## The single-multiplet assumption: the $\Gamma_7$ partner of the acceptor ground state

For an uncompensated acceptor of density $N_a$ and ionization energy $E_a$, measured from the $\Gamma_8$ valence-band top $E_v$, the hole density obeys

$$\frac{p^2}{N_a-p}=K,\qquad K=\frac{N_v}{g_A}\,e^{-E_a/kT},\qquad g_A=4,$$

$$N_v=2\left(\frac{2\pi kT}{h^2}\right)^{3/2}\left[m_{hh}^{3/2}+m_{lh}^{3/2}+m_{so}^{3/2}e^{-\Delta/kT}\right].$$

The free holes are allowed into the split-off band, a distance $\Delta$ below $E_v$, while the bound hole is confined to a quartet. This section removes that asymmetry for Si:In at 300 K, where $kT=25.85$ meV.

### Where the assumption enters

The centre is either ionized (one state, no hole) or neutral with one hole in a level of degeneracy $g_j$ and binding energy $E_j$. Capture of a second hole is ignored. The grand-canonical weights give

$$\frac{N_a^0}{N_a^-}=\sum_j g_j\,e^{(E_v+E_j-E_F)/kT}=\frac{p}{N_v}\sum_j g_j\,e^{E_j/kT},$$

where the Boltzmann form $p=N_v e^{(E_v-E_F)/kT}$ was used. Neutrality, $p=N_a^-$, reproduces the quadratic equation with $g_A$ replaced by $g_{\rm eff}=\sum_j g_j e^{-(E_a-E_j)/kT}$. Setting $g_{\rm eff}=4$ truncates the sum at the $\Gamma_8$ ground state.

Without spin-orbit coupling the ground state is an orbital triplet times spin, six states. The coupling splits it into the $\Gamma_8$ quartet and a $\Gamma_7$ doublet that is less bound by $\delta$. Keeping the doublet,

$$g_{\rm eff}=4+2e^{-\delta/kT}=4(1+\epsilon),\qquad \epsilon=\tfrac12 e^{-\delta/kT}.$$

### Effect on the hole density

The physical root is $p=\tfrac12\left[\sqrt{K^2+4KN_a}-K\right]$. Differentiating $p^2=K(N_a-p)$ and writing $f=p/N_a$, so that $K=N_af^2/(1-f)$, gives

$$\frac{d\ln p}{d\ln K}=\frac{p}{2p+K}=\frac{1-f}{2-f},\qquad \frac{\delta p}{p}\simeq-\frac{1-f}{2-f}\,\epsilon .$$

The prefactor is $1/2$ in freeze-out ($K\ll N_a$, $p\simeq\sqrt{KN_a}$) and vanishes at full ionization. In freeze-out $p$ lies below the $g=2$ estimate by $\sqrt{g_{\rm eff}/2}$, which is $\sqrt2$ for $kT\ll\delta$ and $\sqrt3$ for $kT\gg\delta$.

### The splitting $\delta$ in a short-range model

Hole energies are counted positive into the band. In the spherical approximation, with $\mathbf I$ the angular momentum 1 of the Bloch triplet, $\boldsymbol\sigma$ the Pauli matrices and $\gamma=(2\gamma_2+3\gamma_3)/5$,

$$H=\frac{\hbar^2}{2m_0}\left[(\gamma_1+4\gamma)k^2-6\gamma(\mathbf k\cdot\mathbf I)^2\right]+\frac{\Delta}{3}\left(1-\mathbf I\cdot\boldsymbol\sigma\right).$$

The last term is 0 for $J=3/2$ and $\Delta$ for $J=1/2$. For $\Delta=0$ there are two transverse bands $ak^2$ and one longitudinal band $bk^2$, with $a=\gamma_1-2\gamma$ and $b=\gamma_1+4\gamma$ in units of $\hbar^2/2m_0$. Projection on $J$ gives $m_0/m_{hh}=a$, $m_0/m_{lh}=\gamma_1+2\gamma$ and $m_0/m_{so}=\gamma_1$.

A deep centre is modelled by a spin-independent zero-range potential. At $\Delta=0$ and binding energy $E$, the bound state is the Green function acting on a constant polarization vector $\mathbf e$:

$$\boldsymbol\psi(\mathbf k)\propto\left[\frac{1-\hat{\mathbf k}\hat{\mathbf k}}{A}+\frac{\hat{\mathbf k}\hat{\mathbf k}}{B}\right]\mathbf e,\qquad A=ak^2+E,\quad B=bk^2+E.$$

Its envelope has an $s$ part of amplitude $\tfrac13(2/A+1/B)$ and a $d$ part $(1/B-1/A)(\hat{\mathbf k}\hat{\mathbf k}-\tfrac13)\mathbf e$ of mean square $\tfrac29(1/B-1/A)^2$. Both carry total angular momentum $F=|\mathbf L+\mathbf I|=1$. Within the triplet $\mathbf I$ acts as a multiple of $\mathbf F$, with coefficient $[F(F+1)+I(I+1)-L(L+1)]/[2F(F+1)]$, equal to 1 for $L=0$ and $-1/2$ for $L=2$. Hence $\mathbf I\to r\mathbf F$ with $r=1-\tfrac32w_d$, where $w_d$ is the $d$ weight, and first-order perturbation theory gives $\delta=r\Delta$. Collecting the weights,

$$r=\frac{\int_0^\infty k^2\left[A^{-2}+2(AB)^{-1}\right]dk}{\int_0^\infty k^2\left[2A^{-2}+B^{-2}\right]dk}.$$

With $\int_0^\infty k^2dk/(AB)=\pi/[2\sqrt{E\,ab}\,(\sqrt a+\sqrt b)]$ and $\eta=\sqrt{a/b}$,

$$\boxed{\delta=r\Delta,\qquad r=\frac{1+4\eta^2/(1+\eta)}{2+\eta^3}}$$

The factor is independent of $E$, equals 1 for equal masses and tends to $1/2$ as $\eta\to0$.

The model can also be solved to all orders in $\Delta$. Quantize along $\hat{\mathbf k}$. The states of helicity $\pm3/2$ have the denominator $A$. Each helicity $\pm1/2$ forms a $2\times2$ block $\mathrm{diag}(A,B)+\Delta\,uu^T$ with $u=(\sqrt{2/3},-\sqrt{1/3})$ and determinant $D=AB+\Delta(A+2B)/3$. Inverting the block and averaging over each multiplet,

$$G_8=G_0-\frac{\Delta(A-B)^2}{9ABD},\qquad G_7=G_0-\frac{\Delta(A+2B)^2}{9ABD},\qquad G_0=\frac{2}{3A}+\frac{1}{3B}.$$

Both levels feel the same potential strength, so $\int_0^\infty k^2\,[G_8(E_a)-G_7(E_a-\delta)]\,dk=0$. The integral converges, and its linearization in $\Delta$ and $\delta$ returns $\delta=r\Delta$.

### Numbers for Si:In

The inputs are $E_a=0.16$ eV as given, the compiled values $\Delta=0.044$ eV (Ioffe Institute NSM archive) and $\varepsilon=11.7$ (Ioffe Institute), and typical Luttinger parameters $\gamma_1=4.285$, $\gamma_2=0.339$, $\gamma_3=1.446$. Then $\gamma=1.003$, $a=2.279$, $b=8.298$, $\eta=0.524$, $r=0.80$ and $w_d=0.13$. The first-order splitting is 35.3 meV. The all-order condition also gives 35.3 meV, although $\Delta/E_a=0.275$. The model value is taken as $\delta=35$ meV, so $\epsilon=0.129$.

The band-edge masses are $0.439$, $0.159$ and $0.233\,m_0$. The parabolic formula gives $N_v=0.94\times10^{19}$ cm$^{-3}$, in which the split-off term adds 5.8 per cent to the heavy and light terms. The retained split-off term is thus less than half as large as the omitted $\epsilon$. The parabolic formula omits warping and the growth of the light-hole mass at energies near $\Delta$. The input $N_v\approx3.1\times10^{19}$ cm$^{-3}$ is therefore used instead, chosen to reproduce the typical room-temperature behaviour of silicon.

For an illustrative $N_a=10^{17}$ cm$^{-3}$ and $g_A=4$, $K=1.59\times10^{16}$ cm$^{-3}$, $f=0.327$ and $(1-f)/(2-f)=0.40$. The sample is between freeze-out and saturation, and the $g=2$ estimate exceeds $p$ by a factor 1.31, short of $\sqrt2$. The full quadratic gives:

| $\delta$ (meV) | $g_{\rm eff}$ | $p$ ($10^{16}$ cm$^{-3}$) | change of $p$ (%) | change in freeze-out limit (%) |
|---|---|---|---|---|
| $\infty$ | 4 | 3.27 | 0 | 0 |
| 44 | 4.36 | 3.16 | $-3.5$ | $-4.3$ |
| 35 | 4.52 | 3.11 | $-4.8$ | $-5.9$ |
| 5 | 5.65 | 2.84 | $-13.2$ | $-15.8$ |
| 0 | 6 | 2.77 | $-15.4$ | $-18.4$ |

The last column, $\sqrt{4/g_{\rm eff}}-1$ at the same temperature, applies for $N_a\gg K$ and does not depend on $N_v$. For $\delta=35$ meV the linear formula gives $-5.2$ per cent against $-4.8$ from the quadratic, and the freeze-out factor relative to $g=2$ becomes 1.50. An analysis at 300 K that keeps $g_A=4$ absorbs the doublet into an apparent increase of $E_a$ by $kT\ln(g_{\rm eff}/4)$, which is 3.1 meV for $\delta=35$ meV and 10.5 meV for $\delta=0$.

### Competing terms

**Density of states.** With the parabolic $N_v$ and $g_A=4$ the density would be $1.97\times10^{16}$ cm$^{-3}$. The choice of $N_v$ moves $p$ more than the doublet does. The relative correction is stable, since the prefactor changes only from 0.40 to 0.45.

**Coulomb excited states.** A hydrogenic estimate with the heavy mass has a Rydberg $R^*=43.6$ meV and a radius $a^*=1.41$ nm. The radius of the sphere per acceptor, $(3/4\pi N_a)^{1/3}$, is 13.4 nm, which admits the shells with $n^2a^*$ below it, $n=2$ and 3. With $4n^2$ states per shell they add $\sum_{n=2}^{3}n^2e^{-(E_a-R^*/n^2)/kT}=0.035$ to $\epsilon$ and lower $p$ by a further 1.4 per cent.

**Screening.** For $p=3.1\times10^{16}$ cm$^{-3}$ the Debye length of the free holes, $\lambda_D=\sqrt{\varepsilon\varepsilon_0kT/e^2p}$, is 23 nm. In Debye–Hückel theory the ion and the hole each gain $e^2/8\pi\varepsilon\varepsilon_0\lambda_D$, which lowers the ionization energy by about 5 meV in total. This is as large as the doublet's apparent shift and opposite in sign. It falls as $\sqrt p$, but at this doping the doublet cannot be isolated from $p$ at a single temperature.

### How far the model reaches

The statistical result $g_{\rm eff}=4+2e^{-\delta/kT}$ needs only the level scheme, whereas 35 meV is the model's value and not that of indium in silicon. The heavy-hole decay length $\sqrt{\hbar^2a/2m_0E_a}=0.74$ nm is about half of $a^*$, and $R^*$ is more than a quarter of $E_a$, so the Coulomb tail is not negligible. The model also omits cubic warping, wave vectors beyond the range of the quadratic Hamiltonian, the spin-orbit coupling of the indium atom and coupling to lattice vibrations. As typical knowledge and not as a measurement, acceptor splittings in silicon are smaller than the model's: roughly $\Delta/2$ for boron and less for deeper acceptors, with a lowest excitation of only a few meV usually quoted for indium, whose assignment to a pure $\Gamma_7$ doublet is clouded by Jahn–Teller coupling. The model therefore probably overestimates $\delta$ severalfold and underestimates the reduction of $p$ by up to a factor of about 3. If two extra states do lie a few meV above the quartet, the lower rows of the table apply, and indium at 300 K is described better by $g$ near 6 than by $g_A=4$.